Q: In this table one electron is taken from triplet H₂C–Ge while the atoms stay where they are, and nine methods say what that costs. CCSD comes within 2 meV of the reference. Does that mean that its energies have converged?

Vertical ionisation of triplet CH2Ge to the doublet cation, computed with Ansatz 0.2.0 and AFQMC afq 1 (own program) at the levels listed, with CCSDT(Q) as the reference. All runs use the cc-pVDZ basis, UHF determinants, frozen cores (including Ge 3d), no relativity and the same PBE0/def2-TZVP geometry; "ph" stands for phaseless.

```
         level  this level less the reference (CCSDT(Q), same basis) (meV)  statistical noise, one standard error (meV)
            HF                                                     -161.00                                         0.00
           MP2                                                      -20.00                                         0.00
          CCSD                                                        2.00                                         0.00
       CCSD(T)                                                        1.00                                         0.00
         CCSDT                                                        1.00                                         0.00
   ph-AFQMC/HF                                                     -168.00                                        88.00
 ph-AFQMC/CISD                                                       11.00                                        14.00
released AFQMC                                                      -20.00                                        19.00
    free AFQMC                                                       -1.00                                        23.00
```

A: That is a tempting explanation, and it can be tested, because the same calculations give the total energy of the neutral molecule. Let us first be clear about what is compared. The gap is the energy of the cation minus that of the neutral, and each error is taken relative to the CCSDT(Q) gap of 6.821 eV in the same basis. HF leaves correlation out, and MP2 adds it to second order. The coupled-cluster levels build it from single and double excitations (CCSD), then triples, estimated in CCSD(T) and solved for in CCSDT, and finally an estimate of quadruples in the reference.

Q: How good is the CCSD energy of the neutral, then?

A: It lies 186 meV above the reference. The error of the gap is about one hundredth of that, so convergence of the total energies can't be the reason for the good gap. The two errors must cancel:

error of gap = error of cation − error of neutral

2 meV = error of cation − 186 meV

error of cation = 188 meV

Both energies are too high by nearly the same amount, and the subtraction removes it.

Q: Isn't that circular? You got the cation's error from the gap's error.

A: The cation's error is indeed only arithmetic, and it is no independent evidence. What carries weight is the large error of the neutral beside the small error of the gap. Together they establish that the errors cancel, but they don't say why.

Q: Perhaps because nine of the ten correlated electrons are still there after ionisation. If each electron carries an equal share of the correlation energy, nine tenths of any error stays and cancels.

A: That is a clear proposal, and HF is the best place to test it, because there the error of the total energy is the whole correlation energy. For the neutral this is 5.77 eV. One tenth of it should leave with the electron. HF neglects that tenth, so it should put the neutral too high by this much more than the cation, and the gap too low:

expected HF error = −5.77 eV / 10 = −0.58 eV

The table has −161 meV. The sign is right, but the size is only 28% of the prediction.

Q: Could HF simply be an unlucky case?

A: CCSD says otherwise. A tenth of its 186 meV would make the gap about 19 meV too low, whereas it is 2 meV too high. Equal sharing fails here too, and in the same direction: the electron that leaves takes away less than an average share of what each method leaves out.

Q: Why should one electron carry less than another?

A: Because correlation is strongest between electrons that meet at close range. Two electrons of opposite spin in the same orbital do so, and HF lets each move in only the average field of the other. Electrons of equal spin are already kept apart by the Pauli principle, which HF respects. The MP2 energy of the neutral shows the difference: 3.7 eV of correlation comes from electrons of opposite spin and only 1.0 eV from those of equal spin. Electrons in different orbitals also overlap less, as a rule. I therefore assume that a large part of the correlation energy belongs to the doubly filled orbitals. The 3.7 eV doesn't show this by itself, because it also includes electrons of opposite spin in different orbitals, and the outputs don't separate the two.

Q: And how many of those does the ionisation break?

A: Count the spins. The neutral triplet has six correlated electrons of one spin and four of the other, which makes four doubly filled orbitals and two singly filled ones. The cation is a doublet with five and four. Which electron left can be read from the symmetries of the filled orbitals in the HF determinants. In the neutral, the majority spin fills five orbitals of B2 symmetry and the minority spin four, so one of the five is singly filled. In the cation the majority spin fills only four, while the minority spin is unchanged. The electron has therefore come out of the singly filled B2 orbital, and all four pairs survive.

Q: What does this picture predict for HF?

A: In its strictest form, only correlation inside a doubly filled orbital counts. Four such pairs before and four after mean that HF makes the same error twice, and the gap should have no error at all. The actual error is −161 meV, so the strict form fails by that amount. Equal sharing fails by 577 − 161 = 416 meV. Neither model contains a fitted constant, so the comparison is fair, and it favours the intact pairs without proving them to be the cause.

Q: Where do the remaining 161 meV come from?

A: The leaving electron was not in a pair, but it still avoided the other nine, and that correlation disappears with it. The neutral therefore has more correlation energy than the cation. HF leaves this out, so it places the neutral too high relative to the cation and makes the electron too easy to remove. The orbital it vacates, however, becomes free for the others, which gives them one more way to avoid each other, and their orbitals also adjust to the new charge. The 161 meV is the net result of these effects, and the table can't separate them.

Q: Can I use this for another molecule?

A: Only as a first guess, since one molecule can't test the rule. Count the doubly filled orbitals before and after. If their number is unchanged, the HF error may be modest. If ionisation opens a pair, the correlation inside that pair is lost, and HF will usually underestimate the gap by more. That would apply to the singlet of this same molecule, which is its true ground state. The gap discussed here starts from an excited triplet and is not the ordinary ionisation energy of H₂C–Ge.

Q: Then what do the triples buy? CCSD(T) and CCSDT cost far more than CCSD.

A: They improve the total energy, as they should. The error of the neutral falls from 186 meV in CCSD to 35 meV in CCSD(T) and 10 meV in CCSDT. The gap hardly notices, because what CCSD leaves out is almost the same in both states. Counting pairs doesn't explain this by itself. CCSD is exact for two electrons on their own, so its error comes from three or more electrons that are correlated together, and why that part cancels so well is left open here. This gap is therefore a poor test of which of the three methods is best. A process that changes the number of pairs may be a more demanding one.

Q: One row still bothers me. The phaseless AFQMC walk with an HF trial is off by −168 meV, almost exactly the HF error. Has it inherited the fault of its trial?

A: The two numbers look alike, but they are made differently. In this method random walkers sample the correlated state, and the trial function serves to constrain them. HF recovers none of the correlation energy, while this walk recovers about 98% of it for the neutral. It can't be repeating the HF error as such. A constraint built on a crude trial can still bias the result, but the match with HF is no evidence of that.

Q: Then why is it so far off?

A: Noise may be enough. The standard error of this gap is 88 meV, so the deviation is 1.9 standard errors, which is suggestive but not decisive. Much of it comes from the neutral, whose energy lies 109 meV above the reference with a noise of 53 meV. That run also stopped short of its target precision, and its noise estimate was still growing as longer stretches of the walk were averaged together. The true uncertainty may be larger than stated, and a bias from the constraint can be neither shown nor excluded.

Q: The other three walks look much better. Do they confirm the reference?

A: They are consistent with it, which is a weaker statement. With a better trial (CISD), with the constraint released, or with no constraint from the start, the error is zero within about one standard error, so the three can't be ranked. Part of this agreement is built in, since CCSDT(Q) was accepted as the reference only where a released walk agreed with it to within a few tens of meV.

Q: But the free walk is only 1 meV off.

A: Its noise is 23 meV, so the 1 meV is luck. The energy of the neutral ended about 20 meV below the reference with a noise of 10 meV, and its last steps don't show whether it had stopped falling. By subtraction the cation ended low by a similar amount, though noise may explain much of both. The caution learned from CCSD applies here too: a small error in a difference doesn't vouch for the two energies behind it.

Q: Would you at least trust 6.821 eV as the measured gap of the triplet, give or take a few meV?

A: No. The few meV separate methods that share one small basis, a frozen 3d shell on germanium and no relativity. All nine rows and the reference have these limits in common, so their agreement can't reveal what the limits cost. The table tells you how well each method treats correlation within that setting, and experiment is a separate question.
